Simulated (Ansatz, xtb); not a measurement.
## CH8GeOSi2: which of two isomers lies lower

We compare X, `O=C[Si@@H]([SiH3])[GeH3]`, a singlet, with Y, `O=[CH][GeH2][SiH2][SiH3]`, a singlet. Both are isolated molecules in the gas phase, relaxed with r2SCAN-D4/def2-SVP; each stands in its lowest conformer found.

**Question.** Which of the two would you expect CCSD(T)/def2-SVP + ΔMP2/def2-TZVPP electronic energies to favour?

**Answer.** Structure X; the calculation gives E(Y) − E(X) = +1.01 kcal/mol.

The same difference at several levels:

```json
{"level": "GFN2-xTB", "geometry": "GFN2-xTB", "E(Y) − E(X) (kcal/mol)": "−0.43", "departure from the last row (kcal/mol)": "−1.43", "job, with rough time for the two": "optimisation, 0.28 s"}
{"level": "HF/STO-3G", "geometry": "GFN2-xTB", "E(Y) − E(X) (kcal/mol)": "+1.13", "departure from the last row (kcal/mol)": "+0.13", "job, with rough time for the two": "single point, 0.52 s"}
{"level": "r2SCAN-D4/def2-SVP//GFN2-xTB", "geometry": "GFN2-xTB", "E(Y) − E(X) (kcal/mol)": "−0.11", "departure from the last row (kcal/mol)": "−1.12", "job, with rough time for the two": "single point, 3 s"}
{"level": "r2SCAN-D4/def2-SVP", "geometry": "r2SCAN-D4/def2-SVP", "E(Y) − E(X) (kcal/mol)": "+1.56", "departure from the last row (kcal/mol)": "+0.55", "job, with rough time for the two": "optimisation, 71 s"}
{"level": "HF/def2-SVP", "geometry": "r2SCAN-D4/def2-SVP", "E(Y) − E(X) (kcal/mol)": "+1.71", "departure from the last row (kcal/mol)": "+0.70", "job, with rough time for the two": "part of the CCSD(T) run"}
{"level": "MP2/def2-SVP", "geometry": "r2SCAN-D4/def2-SVP", "E(Y) − E(X) (kcal/mol)": "+2.31", "departure from the last row (kcal/mol)": "+1.30", "job, with rough time for the two": "part of the CCSD(T) run"}
{"level": "CCSD(T)/def2-SVP", "geometry": "r2SCAN-D4/def2-SVP", "E(Y) − E(X) (kcal/mol)": "+2.36", "departure from the last row (kcal/mol)": "+1.35", "job, with rough time for the two": "single point"}
{"level": "CCSD(T)/def2-SVP + ΔMP2/def2-TZVPP", "geometry": "r2SCAN-D4/def2-SVP", "E(Y) − E(X) (kcal/mol)": "+1.01", "departure from the last row (kcal/mol)": "", "job, with rough time for the two": "single point, 39 s"}
```

As drawn, Y has 1 C–Ge, 1 Si–H in place of 1 C–Si, 1 Ge–H.

GFN2-xTB, r2SCAN-D4/def2-SVP//GFN2-xTB find them nearly level. The largest departure from CCSD(T)/def2-SVP + ΔMP2/def2-TZVPP is that of GFN2-xTB, 1.43 kcal/mol. The last row adds to CCSD(T) the change of the MP2 difference between the two basis sets, here −1.35 kcal/mol.

With thermal terms from frequencies at re-optimised GFN2-xTB minima (ideal gas, soft modes damped towards free rotors, one conformer each, 298.15 K, 1 atm): on the last row, ΔE + ΔZPE = +0.59, ΔH = +0.77, ΔG = +0.08 kcal/mol. In free energy the two are nearly level.

The correlated steps freeze 21 core orbitals; the filled d shell of Ge is correlated, in a basis made for valence electrons. Mirror images aren't counted in ΔG. Run with Ansatz 0.2.0, xtb 6.7.1; the last row on 2 threads of Intel(R) Xeon(R) 6975P-C (Granite Rapids) on a shared host.

The small electronic preference for X reflects two opposing bond changes. Carbon binds more strongly to silicon than to germanium, which favours the formylsilane X, but hydrogen also prefers silicon, which favours the formylgermane Y. These contributions largely cancel, leaving the balance open to subtler effects such as branching and the interaction of the carbonyl group with the neighbouring Si or Ge centre.

Correlation does not create the preference: Hartree–Fock already favours X in the same basis and at the same geometry as CCSD(T). Structure matters more to the sign, since r2SCAN-D4 moves from −0.11 to +1.56 kcal/mol on relaxation. The close agreement of HF/STO-3G with the last row is therefore probably a cancellation of errors.

Entropy favours Y and removes most of the enthalpic preference for X, plausibly because the unbranched chain with its C–Ge link has softer skeletal motions. The results thus support a slight electronic preference for X, but not a clear preference at equilibrium, and they say nothing about how readily the isomers interconvert.
